## Appendix: The tail above an excitation threshold and the black-wall limit, for the Reid ramp gas at 12 Td

### Model and conventions

The ramp model gas of Reid (1979) has mass $M=4$ amu, zero temperature, a constant elastic cross section $\sigma=6$ Å$^2$, and one excitation with threshold $u=0.2$ eV and cross section $\sigma^*=a(\varepsilon-u)$, $a=10$ Å$^2$/eV. All scattering is isotropic, so the momentum-transfer cross section that damps the anisotropy is $\sigma_m=\sigma+\sigma^*$. Energies are in eV, the speed is $v=\gamma\sqrt{\varepsilon}$ with $\gamma=\sqrt{2e/m}=5.93\times10^{5}$ m s$^{-1}$ eV$^{-1/2}$, and $E/N=12$ Td $=1.2$ V Å$^2$. The distribution is $F_0+\mu F_1$, with $\mu$ the cosine of the angle between the velocity and the force on the electron. All numbers below belong to the model and to no real gas.

### Estimate by hand

Between collisions the field changes the energy by about $eE\lambda=(E/N)/\sigma=0.2$ eV, up or down according to the direction of flight. The electron therefore diffuses in energy with $D_\varepsilon=(eE)^2\lambda v/3$, and the upward flux is $\Gamma=-D_\varepsilon\sqrt{\varepsilon}\,F_0'$.

Suppose that excitation is instant at $u$. The electron starts near zero energy, diffuses up, hits a black wall and starts again. The flux is then the same at every energy below $u$ and equals the excitation rate. Since $D_\varepsilon\sqrt\varepsilon\propto\varepsilon/\sigma_m$, the condition $F_0(u)=0$ gives

$$F_0\propto\int_\varepsilon^u\frac{\sigma_m}{\varepsilon'}\,d\varepsilon'=\sigma\ln\frac{u}{\varepsilon}.$$

The electron content is $\int_0^u\sqrt\varepsilon\,\ln(u/\varepsilon)\,d\varepsilon=\tfrac49u^{3/2}$, and content divided by flux gives a cycle time $\tfrac49u^2/D_\varepsilon(u)$. The rate coefficient is

$$k_{bw}=\frac94\,\frac{\sigma v(u)}{3}\left(\frac{eE\lambda}{u}\right)^2 .$$

With $v(u)\approx2.7\times10^5$ m/s, $\sigma v/3\approx5.4\times10^{-15}$ m$^3$/s, and the bracket is unity, so $k_{bw}\approx1.2\times10^{-14}$ m$^3$/s. Power balance, $eEW=Nku$, gives a drift velocity $W\approx2.0\times10^5$ m/s. The logarithmic profile has mean energy $0.36\,u\approx0.07$ eV. This drift velocity exceeds the speed at the mean energy, $1.6\times10^5$ m/s, which is a warning.

### Careful calculation

**Two-term equation.** The first angular moment gives $F_1=-(E/N)F_0'/\sigma_m$. Without elastic recoil, the upward flux through $\varepsilon$ balances the excitations that start between $\varepsilon$ and $\varepsilon+u$, since only these cross $\varepsilon$ downwards:

$$-\frac{(E/N)^2}{3}\frac{\varepsilon}{\sigma_m}F_0'(\varepsilon)=\int_\varepsilon^{\varepsilon+u}\varepsilon'\sigma^*(\varepsilon')F_0(\varepsilon')\,d\varepsilon'.\tag{1}$$

**Tail.** Differentiate (1) and drop the electrons that arrive from $\varepsilon+u$. This leaves $(\varepsilon F_0'/\sigma_m)'=3\varepsilon\sigma^*F_0/(E/N)^2$, whose WKB solution away from threshold is

$$F_0\propto\left(\frac{\sigma_m}{\varepsilon^2\sigma^*}\right)^{1/4}\exp\left[-\int^\varepsilon\frac{\sqrt{3\sigma_m\sigma^*}}{E/N}\,d\varepsilon'\right].$$

Near threshold, with $\varepsilon$ and $\sigma_m$ both frozen at their values at $u$ and $\sigma^*$ linear, the equation is $F_0''=(\varepsilon-u)F_0/\delta^3$, so that

$$F_0\propto\mathrm{Ai}\!\left(\frac{\varepsilon-u}{\delta}\right),\qquad \delta^3=\frac{(E/N)^2}{3\sigma a}.$$

The extrapolation length $F_0/|F_0'|$ at $u$ is $\delta\,\mathrm{Ai}(0)/|\mathrm{Ai}'(0)|=1.37\,\delta$. The wall is black if $\delta\ll u$. At 12 Td, $\delta=0.20$ eV, equal to $u$.

**Reduced form.** Put $x=\varepsilon/u$, $\beta=(u/\delta)^3$, $s=\sigma_m/\sigma$ and $J(y)=y(y-1)F_0(y)$ for $y>1$, zero below. Equation (1) becomes $-(x/s)F_0'=\beta\int_x^{x+1}J\,dy$, and

$$k=au\,v(u)\,\frac{I}{\mathcal N},\qquad I=\int_1^\infty J\,dy,\qquad \mathcal N=\int_0^\infty\sqrt{x}\,F_0\,dx .$$

Integrating (1) over all energies reproduces $eEW=Nku$, because $W$ is proportional to the integral of the left side and each excitation is counted over a window of width $u$. Below threshold $s=1$. Integrating by parts and exchanging the order of integration expresses the body through the tail:

$$\mathcal N=\frac49\beta\int_1^2J\left[1-(y-1)^{3/2}\right]dy+\frac23F_0(1)+\int_1^\infty\sqrt{x}\,F_0\,dx.\tag{2}$$

The energy moment has the same form, with $\tfrac4{25}$, $\tfrac52$, $\tfrac25$ and $x^{3/2}$ in place of $\tfrac49$, $\tfrac32$, $\tfrac23$ and $\sqrt x$. For $\delta\ll u$, $J$ is confined to $y\approx1$, the first term tends to $\tfrac49\beta I$ and $k\to k_{bw}$. The Airy solution gives $F_0(1)=1.37(\delta/u)\beta I$, so the second term raises $\mathcal N$ by the fraction $2.06\,\delta/u$, the leading correction.

**Solution at 12 Td.** Here $\beta=1$, $s=(x+2)/3$ for $x>1$, and $au\,v(u)=5.3\times10^{-15}$ m$^3$/s. With $p=x/s$ and $F_0=\varphi/\sqrt p$, the derivative of (1) for $x>1$ is

$$\varphi''=\left[\frac{(x-1)(x+2)}{3}-\frac{2x+1}{x^2(x+2)^2}\right]\varphi-\frac{\sqrt{x(x+1)(x+2)(x+3)}}{3}\,\varphi(x+1).$$

It is integrated downwards from $\varphi(8)=0$, a stable direction in which $\varphi(x+1)$ is always known. Numerov's method with step 0.1 suffices for the figures below.

| $\varepsilon$ (eV) | 0.3 | 0.4 | 0.5 | 0.6 | 0.8 |
|---|---|---|---|---|---|
| $F_0/F_0(u)$, equation (1) | 0.71 | 0.42 | 0.21 | 0.091 | 0.010 |
| Airy form | 0.65 | 0.38 | 0.20 | 0.098 | 0.019 |

The three terms of (2), divided by $I$, are 0.061, 0.41 and 0.79, so $\mathcal N/I=1.26$. The model's two-term results are

$$k=4.2\times10^{-15}\ \mathrm{m^3/s},\qquad W=7.0\times10^4\ \mathrm{m/s},\qquad \langle\varepsilon\rangle=1.37\,u=0.27\ \mathrm{eV}.$$

**Neglected terms.** Elastic recoil carries the power $\gamma(2m/M)\sigma\int\varepsilon^2F_0\,d\varepsilon$ per unit $N$, for $F_0$ normalised to $\int\sqrt\varepsilon F_0\,d\varepsilon=1$. This is 0.2 % of the excitation loss. The angular truncation is coarser. At threshold $F_1/F_0\approx0.5$, and in the WKB tail $F_1/F_0=\sqrt{3\sigma^*/\sigma_m}$. A local test freezes the speed and cross sections, drops arrivals from above and sets $F\propto e^{-\eta\varepsilon/eE\lambda}$ with $\lambda=1/N\sigma_m$. The full angular equation then gives $F(\mu)(1-\eta\mu)=(1-\sigma^*/\sigma_m)F_0$, and averaging over $\mu$ gives $(1-\sigma^*/\sigma_m)\,\mathrm{artanh}(\eta)/\eta=1$. At $\varepsilon=2u$, where $\sigma^*/\sigma_m=0.25$, the root is $\eta=0.78$ against the two-term value 0.87, a difference of 10 %. As statements about the full Boltzmann equation, the results above are therefore uncertain in the second figure.

### Why the two differ

The estimate is too high by a factor 2.8 in $k$ and $W$, and too low by a factor 3.8 in mean energy. The neglected terms are far too small to account for this. At $\beta=1$ the ratio $\mathcal N/I$ is the mean time between excitations in units of $u^2/D_\varepsilon(u)$, and (2) splits it by where the electron spends it. The black wall allows 0.44, and the solution needs 1.26.

**Time above threshold.** The largest item, 0.79, is absent from the estimate. The cross section starts from zero, and at $\beta=1$ the time to excite at an overshoot of order $u$ is as long as the time to diffuse across $u$. A fraction 0.63 of the electrons lies above threshold, which also explains the mean energy. A mended hand estimate places the tail electron at $u+\delta=2u$, where $\sigma^*=au$ and $v=\sqrt2\,v(u)$. It waits $1/\sqrt2=0.71$ in the same units. Adding the climb gives 1.15 and $k\approx4.6\times10^{-15}$ m$^3$/s, 9 % above the two-term solution.

**Time below threshold.** This hardly changes, 0.47 against 0.44, but through a cancellation. The flux-driven term falls from 0.44 to 0.061. Only about 0.3 of all excitations start between $u$ and $2u$ and return an electron to the body. The flux through $u$ equals this share alone, not the whole excitation rate. These electrons land at $\varepsilon-u$ rather than at zero, and the bracket in (2) averages to 0.45 over them. The logarithmic peak at zero energy disappears, because the right side of (1) vanishes there as $\varepsilon^2$. The loss is made good by the pedestal $\tfrac23F_0(1)$, worth 0.41, which counts electrons that cross $u$ and diffuse back unexcited.

**Shape of the tail.** The Airy form follows the solution better than $\delta=u$ would suggest, because its omissions pull in opposite directions. Just above threshold the loss term $x(x-1)F_0(x)$ vanishes while the arrival term $x(x+1)F_0(x+1)$ equals $0.85\,F_0(1)$. This flattens the curve and stretches the extrapolation length from $1.37\,u$ to $2.0\,u$. Further out $\sigma^*$ adds to $\sigma_m$, and the WKB exponent accumulated up to 0.8 eV is 4.37 instead of the Airy value 3.46, so the solution drops below the Airy curve.

**Where the black wall would hold.** A leading correction near 10 % needs $\delta/u\approx0.05$, that is $\beta=8000$ and $E/N=0.13$ Td. Elastic recoil alone imposes the factor $\exp[-(3m/M)(\sigma\varepsilon)^2/(E/N)^2]$ on the body, as follows from balancing the left side of (1) against the recoil flux $(2m/M)\varepsilon^2\sigma F_0$. Its exponent at $u$ is $4.1\times10^{-4}$ at 12 Td but 3.3 at 0.13 Td. By the time the wall is black to 10 %, the constant-flux profile has been lost to elastic cooling, so for this gas the black-wall formula reaches that accuracy at neither field.